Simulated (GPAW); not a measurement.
# Static electronic dielectric constant of diamond-structure carbon: effect of functional, kernel, k mesh, band sum, local-field cutoff and scissors shift

Every member is the same crystal: carbon in the diamond structure, each atom joined to four neighbours by strong covalent bonds, with a wide gap between bonding and antibonding bands. Only the treatment of the electronic response changes. The static electronic dielectric constant $\varepsilon_\infty$, relative to 1 for vacuum, sets the refractive index well below the gap and the screening of carriers, dopants and excitons, so its numerical uncertainty passes into optical and device models. It is calculated here with clamped ions in the fixed measured cell. The reference is the LDA calculation in the random-phase approximation (RPA) with a 24×24×24 mesh, 13 bands, a 60 eV local-field cutoff and no scissors shift, which gives 5.82.

## How the numbers were made

The measured cell of a diffraction database, fixed. GPAW 26.7.0, plane waves with PAW (cutoff 450 eV), no spin polarisation, no spin-orbit coupling, clamped ions. Each name gives functional, response level, k mesh, size of the sum over states, local-field cutoff and any scissors shift of the empty bands; line broadening 0.1 eV. The smallest direct gap met on these meshes is 5.56 eV. The runs were spread over AMD EPYC 7R43 64-Core Processor (Zen 3), Arm Neoverse V1 and Intel(R) Xeon(R) Platinum 8259CL CPU @ 2.50GHz (Skylake/Cascade Lake), shared with other work, so times are rough and not strictly comparable between rows.

Notes on method and selection:

- Meshes coarser than about 0.2 1/Å can put ε∞ too high by tens of per cent where the direct gap is small.
- Runs that did not converge, have known faults or may not be shown are not listed, and runs on Ansatz's PAW sets soft_1 and soft_2 are kept to separate tables.

Columns:

- bands: bands in the sum.
- scissors (eV): scissors shift.
- k spacing (1/Å): k-point spacing.
- ε∞: real dielectric constant at zero frequency.
- cost (core-s): processor time of the response step.

## The series

| member | bands | local-field cutoff (eV) | scissors (eV) | k spacing (1/Å) | ε∞ | cost (core-s) |
| --- | --- | --- | --- | --- | --- | --- |
| LDA, RPA, 34×34×34, 13 bands, 100 eV, scissors 2 eV | 13 | 100 | 2 | 0.09 | 5.02 | 17 |
| LDA, RPA, 24×24×24, 13 bands, 60 eV, scissors 1 eV | 13 | 60 | 1 | 0.13 | 5.42 | 6.1 |
| LDA, ALDA, 24×24×24, 13 bands, 60 eV | 13 | 60 | 0 | 0.13 | 5.87 | 6.4 |
| LDA, Bootstrap, 24×24×24, 13 bands, 60 eV, scissors 1 eV | 13 | 60 | 1 | 0.13 | 6.24 | 5.8 |
| LDA, RPA, 34×34×34, 13 bands, 100 eV | 13 | 100 | 0 | 0.09 | 5.73 | 17 |
| LDA, RPA, 11×11×11, 13 bands, 60 eV | 13 | 60 | 0 | 0.28 | 5.82 | 2.5 |
| LDA, ALDA, 34×34×34, 13 bands, 100 eV | 13 | 100 | 0 | 0.09 | 5.95 | 17 |
| LDA, RPA, 34×34×34, 13 bands, 100 eV, scissors 1 eV | 13 | 100 | 1 | 0.09 | 5.35 | 17 |
| LDA, RPA, 24×24×24, 13 bands, 20 eV | 13 | 20 | 0 | 0.13 | 5.96 | 5.9 |
| PBE, RPA, 24×24×24, 13 bands, 60 eV | 13 | 60 | 0 | 0.13 | ? | 6.1 |
| LDA, RPA, 24×24×24, 13 bands, 120 eV | 13 | 120 | 0 | 0.13 | 5.73 | 6.7 |
| LDA, RPA, 24×24×24, 7 bands, 60 eV | 7 | 60 | 0 | 0.13 | 5.48 | 4.8 |
| LDA, RPA, 24×24×24, 13 bands, 60 eV | 13 | 60 | 0 | 0.13 | 5.82 | 6 |
| LDA, Bootstrap, 34×34×34, 13 bands, 100 eV, scissors 1 eV | 13 | 100 | 1 | 0.09 | 6.16 | 17 |

Cells marked ? are withheld until the estimate has been made.

## Why the values move as they do

The kernel and the scissors shift move $\varepsilon_\infty$ most. On the 34×34×34 mesh, RPA values fall from 5.73 to 5.35 and 5.02 as the empty bands are raised by 0, 1 and 2 eV. Polarisability varies inversely with transition energy, which suggests $\varepsilon_\infty - 1 \propto 1/(\bar{E}+\Delta)$, with $\Delta$ the shift and $\bar{E}$ a mean transition energy. The end values give (5.73 − 1) / (5.02 − 1) = 1.177, which equals $1 + 2/\bar{E}$, so $\bar{E}$ = 2 / (1.177 − 1) = 11.3 eV. Applied to the reference, the formula gives 1 + (5.82 − 1) × 11.3 / (11.3 + 1) = 5.43 for a 1 eV shift, against 5.42 calculated.

The Bootstrap kernel adds a long-range electron–hole attraction. With a 1 eV shift it raises the RPA result by 6.24 − 5.42 = 0.82 on the 24×24×24 mesh and by 6.16 − 5.35 = 0.81 on the denser one, about twice what the shift removes.

The adiabatic LDA kernel (ALDA) is also attractive but short-ranged. It adds 5.87 − 5.82 = 0.05 at a 60 eV cutoff and 5.95 − 5.73 = 0.22 at 100 eV on the denser mesh. The cutoff is the likelier cause of this growth, because the kernel does not decay at short wavelengths as the Coulomb interaction does.

Within the RPA, local fields from the uneven bond charge oppose the applied field. Raising their cutoff from 20 to 60 and 120 eV lowers $\varepsilon_\infty$ from 5.96 to 5.82 and 5.73, so the value is still drifting at 60 eV. Extending the sum from 7 to 13 bands adds 5.82 − 5.48 = 0.34 by admitting more transitions; larger sums are not shown in the table.

The k mesh matters little: 11×11×11 and 24×24×24 both give 5.82. The coarse-mesh error expected for small direct gaps is absent here, where the smallest direct gap is 5.56 eV.

## An estimate before looking

Plain estimates from the members shown:

- PBE, RPA, 24×24×24, 13 bands, 60 eV, mean of the 13 members shown: 5.73 , standard deviation 0.33

The withheld member differs from the reference only in using PBE instead of LDA, so the reference value of 5.82 is a better start than the mean of all members, 5.73, whose standard deviation of 0.33 comes largely from scissors shifts and kernels that do not apply here.

The cell is fixed, so PBE cannot act through a longer bond. What remains is its effect on the bands. In covalent crystals of light elements, gradient corrections at fixed geometry usually widen the separation of filled and empty states slightly, by roughly 0.1 eV. This is a rough outside figure, since no PBE row is shown. Such a widening acts much like a small scissors shift, for which the 24×24×24 RPA pair gives a slope of 5.42 − 5.82 = −0.40 per eV. The correction is then 0.1 × (−0.40) = −0.04, and the estimate is 5.82 − 0.04 = 5.78.

The same slope, tried on the 34×34×34 RPA series, gives 5.73 − 0.40 = 5.33 for a 1 eV shift, against 5.35 calculated. That miss of 0.02 belongs to a shift ten times larger than the one used here. The main uncertainty is the widening itself, taken as uncertain by its own size, or 0.1 × 0.40 = 0.04 in $\varepsilon_\infty$.

**Committed estimate, PBE, RPA, 24×24×24, 13 bands, 60 eV: ε∞ = 5.78 ± 0.04.**

## Check

| member | bands | local-field cutoff (eV) | scissors (eV) | k spacing (1/Å) | ε∞ | cost (core-s) |
| --- | --- | --- | --- | --- | --- | --- |
| PBE, RPA, 24×24×24, 13 bands, 60 eV | 13 | 60 | 0 | 0.13 | 5.78 | 6.1 |

| member | estimate | ε∞ | computed | estimate − computed | miss in error bars |
| --- | --- | --- | --- | --- | --- |
| PBE, RPA, 24×24×24, 13 bands, 60 eV | committed | 5.78 | 5.78 | 0.00 | 0.0 |
| PBE, RPA, 24×24×24, 13 bands, 60 eV | mean | 5.73 | 5.78 | −0.05 |  |

The estimate of 5.78 equals the calculated value to the printed digits, well inside its error bar of 0.04. The mean of the other members, 5.73, is 0.05 too low, and the LDA reference taken over unchanged would have been 0.04 too high.

Starting from the member that differs only in functional was therefore sound, and the small downward correction had the right sign. The size of the assumed widening is not borne out by the smallest direct gap. That gap is larger with PBE than with LDA, but by clearly less than the 0.1 eV I assumed, and put through the same slope it would account for only part of the difference of 0.04. The rest may come from transitions elsewhere in the zone or from changed transition strengths, which these runs do not separate. The exact agreement may therefore be partly luck. At fixed geometry and these settings, the choice between LDA and PBE changes $\varepsilon_\infty$ by under one per cent. The error bar covers only this change of functional, not the errors of the band sum and the local-field cutoff, whose settings both members share.

## Where the trend breaks

The lowest value, 5.02, belongs to the RPA run with a 2 eV scissors shift. It lies 0.71 below the unshifted run with otherwise equal settings, as expected when every transition energy is raised and no electron–hole attraction is added to compensate.

The two Bootstrap runs, 6.24 and 6.16, are the highest. Their kernel strengthens the response by more than the 1 eV shift weakens it, so they end 6.24 − 5.82 = 0.42 and 6.16 − 5.73 = 0.43 above the unshifted RPA runs on the same meshes and cutoffs.

The run with 7 bands, at 5.48, is low for a numerical reason. Four bands are filled in this two-atom cell, which leaves only three empty ones to receive transitions, against nine in the runs with 13 bands. Since those six further bands add 0.34, the sum may not be complete at 13 either. At a fixed cutoff, more bands would raise the RPA value; at a fixed number of bands, a higher local-field cutoff lowers it. No run shown goes beyond 13 bands, so the table does not tell whether the reference is too low or too high.

The run with a 20 eV cutoff, at 5.96, also stands apart. I used it above as the first step of a cutoff series, but 20 eV lies below the energy of the shortest non-zero reciprocal-lattice vector of this crystal, so that run contains no local fields at all. The drop of 5.96 − 5.82 = 0.14 is the effect of switching them on with a 60 eV cutoff. Only the further drop of 5.82 − 5.73 = 0.09, up to 120 eV, tests the cutoff itself.

## Cost against accuracy

The cost column counts only the response step; the ground state and the calculation of the bands on the mesh come before it and are not included. Within the response step, time depends mainly on the k mesh. The 34×34×34 runs take 17 core-s and the 24×24×24 runs with 13 bands about 6, a ratio of 17 / 6 = 2.8, close to the ratio of the numbers of k points. The 11×11×11 run takes 2.5 core-s, more than its share of k points would suggest, so part of the time is probably a fixed overhead. It already gives the same 5.82 as the 24×24×24 run. By contrast, going from 7 to 13 bands raises $\varepsilon_\infty$ by 5.82 − 5.48 = 0.34, and going from a 60 to a 120 eV cutoff lowers it by 5.82 − 5.73 = 0.09. Each adds about 1 core-s to the response step, a rough figure on shared machines. For this wide-gap crystal, the band sum and the cutoff therefore need testing before a denser mesh does. The full price of a larger band sum cannot be read from the table, because the extra bands must first be calculated.

## Closing remarks

For diamond-structure carbon in this fixed cell, the effects of a 1 eV scissors shift and of the Bootstrap kernel carry over between the two meshes and cutoffs to within about 0.02. The ALDA correction does not, growing from 0.05 to 0.22, so an ALDA value needs its own cutoff test.

In terms of the refractive index, $n = \sqrt{\varepsilon_\infty}$, the PBE result gives $\sqrt{5.78}$ = 2.40, and the whole table runs from $\sqrt{5.02}$ = 2.24 to $\sqrt{6.24}$ = 2.50. These indices belong to the settings listed and are not shown to be converged: the band sum and the local-field cutoff both remain open, and in the RPA their errors have opposite signs.

Two effects of the nuclei lie outside these calculations. Clamping the ions removes no first-order lattice contribution, because the optical vibration of two identical atoms carries no dipole in this structure. Zero-point motion narrows the gap and should therefore raise $\varepsilon_\infty$ slightly.
